Question

I generated a series of PAW datasets for nickel (PBEsol, scalar-relativistic) and moved the radius of the s channel from 0.9 to 2.2 bohr, hoping that a larger radius would let me lower the plane-wave cutoff. The two cutoff columns did not move at all, and the two largest radii did not even generate. Is there a way to estimate these cutoffs on paper from the radii, so that I could have seen this coming? How far can such an estimate be trusted, and does it say anything about the ionisation errors or the failures?

PAW datasets for Ni made with ld1.x 7.5 (PBEsol, scalar-relativistic, no spin), reference valence 3s2 3p6 3d8 4s1.75; the base has radii s 1.45, p 1.2 and d 1 bohr and an s norm-conserving radius of 1.05 bohr. Cutoffs are for the sum of the valence levels in a Bessel basis; the ionisation error is all-electron minus pseudo, for 3d8 4s1 → 3d8.

```
                                 change from the base    outcome  cutoff for 10 mRy (Ry)  cutoff for 1 mRy (Ry)  second ionisation error (meV)  second ionisation energy all-electron (eV)                   failure
                                                 base  generated                     140                    230                          -1.88                                      17.261                       n/a
s radius 0.9 bohr; s norm-conserving radius 0.84 bohr  generated                     140                    230                          -1.76                                      17.261                       n/a
                                   s radius 1.12 bohr  generated                     140                    230                          -1.85                                      17.261                       n/a
                                   s radius 1.24 bohr  generated                     140                    230                          -1.85                                      17.261                       n/a
                                    s radius 1.4 bohr  generated                     140                    230                          -1.88                                      17.261                       n/a
                                   s radius 1.74 bohr  generated                     140                    230                            n/a                                         n/a                       n/a
                                   s radius 1.84 bohr     failed                     n/a                    n/a                            n/a                                         n/a  negative valence density
                                    s radius 2.2 bohr     failed                     n/a                    n/a                            n/a                                         n/a  negative valence density
```

Answer

A pseudopotential replaces each atomic wave, inside a radius r_c chosen for each angular momentum l, by a smooth function without the inner wiggles. The basis has to resolve whatever curvature is left. If the smooth part is squeezed into half the radius, its wavelengths halve, and the kinetic energy of the shortest wave needed goes up fourfold. Each channel therefore has its own cutoff. The columns "cutoff for 10 mRy" and "cutoff for 1 mRy" give the basis cutoff at which the sum of the valence levels, each counted with its number of electrons, has converged to that tolerance. All channels share one basis, so the channel that converges last fixes the number, and softening another one changes nothing that the column can show.

In nickel that channel is 3d. A d wave starts as r³, is pushed off the nucleus by the centrifugal barrier, and must still rise to its maximum and turn over inside a radius of 1 bohr. It has no core shell of the same l below it, so there are no nodes to remove and smoothing gains little. It also carries eight electrons. The convergence curves of your runs show this directly. In the row with s radius 1.12 bohr, at 140 Ry, the 3d level lies 1.08 mRy above its converged value, the 3p level 0.06 and the 3s level 0.02 mRy. Weighted with the occupations,

8 × 1.08 + 6 × 0.06 + 2 × 0.02 = 8.64 + 0.36 + 0.04 = 9.04 mRy

which is the summed error of that row. The d share at 140 Ry is between 93 and 96 % in the four variants from 0.9 to 1.4 bohr. The s channel did soften as you hoped: the 3s excess at 30 Ry falls from 121 mRy at 0.9 bohr to 0.41 mRy at 1.74 bohr, and it falls at every step in between. The sum hides it.

The estimate has three steps. The first finds the wave number that is built into the smooth wave. With energies in Ry and lengths in bohr, a free wave of wave number q has E = q². Inside r_c, take the radial function u as a sum of two free waves r·j_l(qr), with j_l the spherical Bessel function. Each has to join the atomic wave with the right slope, so x = q·r_c must solve

x·w′(x)/w(x) = L,  w(x) = x·j_l(x),  L = r_c·u′(r_c)/u(r_c)

where L is read from the all-electron wave. The first root x₁ gives the gross shape. The second root x₂ is the shortest wavelength present and sets the hardness. If r_c lies beyond the maximum of the wave, L is negative, and x₂ falls between the second extremum of w and the zero that follows it. These are 4.7 and 6.3 for s, 6.1 and 7.7 for p, 7.4 and 9.1 for d. The step with l is the centrifugal barrier at work: far out w behaves as sin(x − lπ/2), so each unit of l delays the pattern by somewhat less than π/2.

For 3d, the all-electron wave of the base run is 0.9013 at 0.87 bohr and 0.7277 at 1.16 bohr. The logarithmic slope between them is ln(0.7277/0.9013)/0.29 = −0.74 per bohr, so L ≈ −0.74 at r_c = 1 bohr. Near its extremum x₀ the function obeys w″ = −(1 − l(l+1)/x²)·w, which gives

L ≈ −x·(1 − 6/x²)·(x − x₀)

With x near 7.5 the prefactor is 6.7, the shift is 0.74/6.7 ≈ 0.1, and x₂ ≈ 7.4 + 0.1 = 7.5. The exact root is 7.55. For s the condition is x·cot x = L. The 3s wave has L = −3.54 at 1.45 bohr, and x₂ = 5.30. Over your radii the s root only creeps from 4.99 to 5.41, because a steeper tail moves it slowly towards 2π, so 5.2 serves for the 3s wave in all rows. The s channel also holds 4s, which this number does not cover: at 1.45 bohr its L is about +1.8, and for L above 1 the condition has no root below π, so its x₂ lies between 2π and 5π/2, 6.3 to 7.9. What is left of the sum after 3s, 3p and 3d is presumably its share; in the 1.12 row at 60 Ry that is 2.03 mRy against 2 × 0.65 for 3s, similar in size and as far below d. That the smooth waves really have this shape can be checked on the base run: with the two roots fixed and the two amplitudes fitted by least squares, the 3s and 3d pseudo waves are reproduced to an rms of 0.0004 and 0.0008 bohr^(−1/2), on waves of height about 1. This supports the two-wave form for 3s and 3d. It is no test of the cutoff rule.

The second step goes from the built-in wave number to the cutoff. A basis that stops at q = x₂/r_c is not enough. The Bessel pieces exist only inside r_c, and a wave train cut to a length r_c is spread in q by an amount of order π/r_c. The 3d curve shows how much is missing: its scale is (x₂/r_c)² = 57 Ry, and at 60 Ry the level is still 208 mRy too high. At 30 Ry and below the excess is about 0.8 Ry, the whole binding of the level, which means that the basis holds no bound d state at all. The spread scales as 1/r_c, like x₂/r_c itself, so within one channel a plain factor describes it. Across channels the argument would rather add the same margin to x₂, so using one factor for all l is an empirical choice, tested on 3d below:

E_cut = K·(x₂/r_c)²

K has to be calibrated, once for each tolerance. The third step says which tolerance. Since eight d electrons use up nearly all of the allowance, 10 mRy in the sum means 10/8 = 1.25 mRy on the level, and 1 mRy means 0.125 mRy. I read from each of the five s curves (0.9, 1.12, 1.24, 1.4 and 1.74 bohr; the base row is not among them) the cutoff where the 3s excess crosses these two values, interpolating its logarithm linearly in the cutoff, divided by (x₂/r_c)² with the exact root of the row, and averaged. The means are 2.19 and 4.12. No d or p data entered. For use on paper:

K ≈ 2.2 for 10 mRy, K ≈ 4 for 1 mRy; x₂ ≈ 5.2 for this 3s, 7.5 for this 3d; the largest channel wins.

In wave numbers this is easy to keep in mind: the basis must reach 1.5 times the built-in q for the loose tolerance and twice it for the tight one.

Take the row with s radius 0.9 bohr. The s scale is (5.2/0.9)² = 33.4 Ry, which gives 2.2 × 33.4 = 73 Ry and 4 × 33.4 = 134 Ry. The d scale is (7.5/1)² = 56.25 Ry, which gives 124 Ry and 225 Ry. The d values are the larger, so the estimate for the row is 124 and 225 Ry against the printed 140 and 230 Ry, low by 11.6 % and 2.2 % of the table values. The s parts may be held against the s curve of the row, which crosses at 68 and 147 Ry, but that curve helped to fix K. Only the d part is compared with data that did not enter K.

Now the row with 1.74 bohr. The s scale drops to (5.2/1.74)² = 8.9 Ry, so the s channel asks for 20 and 36 Ry, and its curve, again one of those fitted, crosses at 20 and 36 Ry. The d part is unchanged, and so is the estimate: 124 and 225 Ry. Between the two rows the s demand has fallen by the factor (1.74/0.9)² = 3.7 on paper, by 3.4 and 4.1 in the curves, and all of it lies below the d line. By the rule, even the hardest 3s wave of the series asks for only about 60 % of what d asks for; by the curves it is 54 % at the loose tolerance and 73 % at the tight one.

The estimate misses all six generated rows by the same two percentages, and that should be read as one comparison at two tolerances, since the d channel is the same in each row. The 2 % at the tight tolerance may flatter the rule. The printed cutoffs come from a ladder of trial values and give a rung at which the tolerance is met, so they lie above the true crossing. The summed error is already down to 1.0–1.2 mRy at 200 Ry, and interpolation puts its crossing between 201 and 210 Ry; the printed 230 is about 12 % above 205. That interpolation spans 200 to 300 Ry on a stepped curve, so the data themselves only place the crossing somewhere between 200 and 230 Ry, and the same caution holds for the d crossing quoted next. The fair comparison is with the crossing of the 3d curve itself. With the fitted K and the exact root, the rule gives 125 Ry against about 126 Ry (−1 %) and 235 Ry against 202 Ry (+16 %). The first crossing uses a recorded point at 120 Ry; interpolating straight from 100 to 140 Ry, where the curve first drops and then flattens, would put it at 135 Ry, 7 % too high. The s crossings behind K were read from curves thinned in the same way and may be off by a similar amount, so the close agreement at the loose tolerance may be partly luck. At the tight one the d wave needs less than the s calibration says, and the overshoot happens to land near the rung. About 15 % either way is what these data support.

K is also less constant than its two figures suggest. At 1.25 mRy the five s rows lie within 8 % of the mean, three of them within 1 %. At 0.125 mRy K falls steadily from 4.76 at 0.9 bohr to 3.69 at 1.74 bohr, so there the s cutoff drops faster with radius than the rule says: a log-log fit of the crossings gives an exponent of −2.14, where the loose tolerance gives −1.84. The two end rows are the least comparable ones. The 0.9 row also lowers the norm-conserving radius from 1.05 to 0.84 bohr, and the 1.74 row was tested with a larger test radius and slightly different converged levels. The curves descend in steps, are used here at points 20 to 100 Ry apart at the high end, and are given to 0.01 mRy, which is coarse beside 0.125 mRy. In the 1.74 row the sum at 200 Ry is 1.02 mRy, of which 8 × 0.12 comes from a rounded d value; whether that row meets 1 mRy at 200 Ry or just above is within the rounding.

The ratio of the two K can be set against theory. If value, slope and curvature are continuous at r_c, the first break is in the third derivative, the Fourier amplitude falls as q⁻⁴, and the kinetic energy left out above the cutoff goes as the integral of q²·q⁻⁸, that is as q⁻⁵ or E^(−5/2). A tenfold tighter tolerance would then cost 10^0.4 = 2.5 in cutoff. The curves show 4.12/2.19 = 1.9 for s and 202/126 = 1.6 for d. Both are steeper than that tail, and the curves are not power laws in this range. The transform of a wave joined at r_c rings: side lobes follow the main peak, and the excess falls in steps with a shelf at each zero of the transform. The 3s excess of the 1.12 row stalls at 0.7 and 0.65 mRy between 50 and 60 Ry; the 3d excess drops from 39.85 to 3.64 mRy between 80 and 100 Ry but only to 1.08 mRy by 140 Ry. The ratio of two crossings then depends on where the shelves happen to lie. The practical consequence is that K should not be carried to 0.1 mRy by repeating the factor.

One may ask whether the root x₂ is needed, or whether C/r_c² with a single C would do. Within the s channel it does as well. With C taken as the mean of crossing × r_c² over the same five rows, the worst misfit is 8.5 % at the loose tolerance, and at the tight one 6.4 % against 13.5 % for the Bessel form, so there it is the better description. It fails on changing l: applied to d at 1 bohr it gives 59 and 111 Ry, 53 % and 45 % below the d crossings. Putting in the d norm-conserving radius of 0.8 bohr lifts this to 93 and 174 Ry, and the second value, 14 % low, is numerically as good as the rule. The s rows speak against that reading, however. Four of them share the norm-conserving radius 1.05 bohr while their crossing at 1.25 mRy runs from 46.5 down to 19.7 Ry, so wave hardness follows the radius of the smooth wave. For p the interval 6.1 to 7.7 at 1.2 bohr gives 57 to 91 Ry, which contains the crossing at 60 Ry, and 107 to 171 Ry, which just misses the crossing at 102 Ry. As for d, K = 4 is on the high side.

For a neighbouring case the order of the channels is the thing to work out. Shrinking the s radius would matter once 5.2/r_s exceeds 7.5/1, at r_s ≈ 0.69 bohr. That is an extrapolation below all your rows, to a radius close to the maximum of the 3s wave, where x₂ sinks towards 4.7; and since 3s holds two electrons against eight, the real takeover would come at a smaller radius still. The approach to it is visible in the 0.9 row, where 3s adds 0.28 mRy to the sum at 140 Ry and lifts it to 9.28 mRy. Near a crossover the errors add and the rule of taking the largest channel runs low. The setting that would lower your cutoff is the d radius. The rule says that 1.2 bohr instead of 1 would bring 124 Ry to 124/1.44 = 86 Ry, with p next in line near 60 Ry. Your series has one d radius, so this scaling is borrowed from s, and the price in accuracy is not something the rule gives. All of this concerns the waves. The estimated density cutoff is a separate matter and stays at 661 Ry in the six generated rows.

The rule says nothing about transferability, and here the table has to be read on its own. The "second ionisation error" is the all-electron energy difference minus the pseudo one for 3d8 4s1 → 3d8. It is the difference of two excitation errors; in the 1.12 row, −2.57 − (−0.72) = −1.85 meV. The largest value is 0.011 % of 17.261 eV. The errors come in steps of 0.0136 meV, one millionth of a Ry, so −1.85 against −1.88 is two steps and no trend. The 0.9 row stands 0.1 meV apart, but two settings changed there and the shift cannot be assigned to either. Since about −1.8 meV is common to all five rows that have a value, most of it presumably comes from the parts that were not moved, and the runs do not say which. The 17.261 eV is only a yardstick for this error. It belongs to a spherical atom without spin, and in that calculation the 3d9 ion lies 7.700 − 4.628 = 3.07 eV below 3d8 4s1, so the starting state is not even the lowest ion. It should not be compared with the measured ionisation energy of nickel.

The cost of a large s radius appears elsewhere. Two s waves pin the scattering at the 3s and 4s energies, and away from them the match degrades faster the larger the region that has been replaced; the three rows that share both the norm-conserving radius and the test radius agree with this argument: the s phase error at 3.44 Ry, far above the occupied levels, is +0.0001, −0.0025 and −0.0081 rad at 1.12, 1.24 and 1.4 bohr. The other three generated rows cannot be used to extend the sequence. The 0.9 row, with its own norm-conserving radius, has −0.0020, and the 1.74 row, read at a larger test radius, −0.004; neither fits a steady growth with radius. The base row, at 1.45 bohr, was read at 1.607 bohr instead of 1.547, and I have not used its phase errors, so it should not be assumed to continue the trend. The growth with radius thus rests on three rows only. The 1.74 row is the plainest warning, though not the first. Its cutoffs look like all the others, but its first ionisation error is +5.82 meV where the other five lie between −0.82 and −0.91 meV, and its second ionisation entry is empty because the 4s0 test gave no result. Only the rows at 0.9, 1.12 and 1.24 bohr completed all their configuration tests; in the 1.4, 1.45 (base) and 1.74 bohr rows some were stopped by the same negative density that prevents generation at the two largest radii. The trouble therefore shows from 1.4 bohr on, in rows whose cutoffs look perfectly normal.

The two failures on negative valence density have a known general cause. The valence density of a PAW dataset is the smooth density plus augmentation charges, which restore the difference between products of the all-electron waves and products of the smooth ones and are themselves given a smooth shape inside the norm-conserving radii. That difference can be negative, and nothing forces the sum to stay positive everywhere. One guess is that the growing gap between the s radius and the fixed 1.05 bohr makes the correction overshoot by degrees: from 1.4 bohr on in some of the test configurations, and somewhere between 1.74 and 1.84 bohr in the generation itself. Another comes from the matching condition applied to 4s: its L falls from about 1.8 at 1.45 bohr to about 0.88 at 1.74 bohr, and below 1 a new first root appears under π. Once the generator takes up that root, both Bessel pieces drop by one root and the smooth 4s changes shape abruptly. In the 1.74 row this has not yet happened: its smooth 4s is still built from the upper roots, and the switch comes only between 1.74 and 1.84 bohr. It thus coincides with the onset of failed generation, but it explains neither the jump of the first ionisation error at 1.74 bohr nor the negative densities already met in the tests from 1.4 bohr on. At most it adds to a problem that was there before. This is a coincidence of radii and no proof, and the runs do not show where the density went negative. The lowest overlap eigenvalue gives no advance sign of it: it is 0.119 at 1.74 bohr, above the 0.091 of the base. The paper rule cheerfully returns 124 and 225 Ry for both failed rows.

For this dataset, then, the five s radii tested from 0.9 to 1.45 bohr give the same cutoffs and ionisation errors within about 0.1 meV of one another, but the two largest of them, 1.4 and 1.45 bohr, already ran into negative density in some test configurations. Nothing is gained by going that high or higher. That is a comparison within the series and no recommendation of any of its datasets: the settings were drawn at random, from a scheme in which many potentials are poor on purpose. These are also tests on a free atom, which bound the error in a solid without giving it. The values of K belong to waves built from two Bessel functions, calibrated on one element; for another construction of the smooth wave the 1/r_c² scaling and the ordering by l should survive, by the argument above, while K and x₂ would have to be found again.
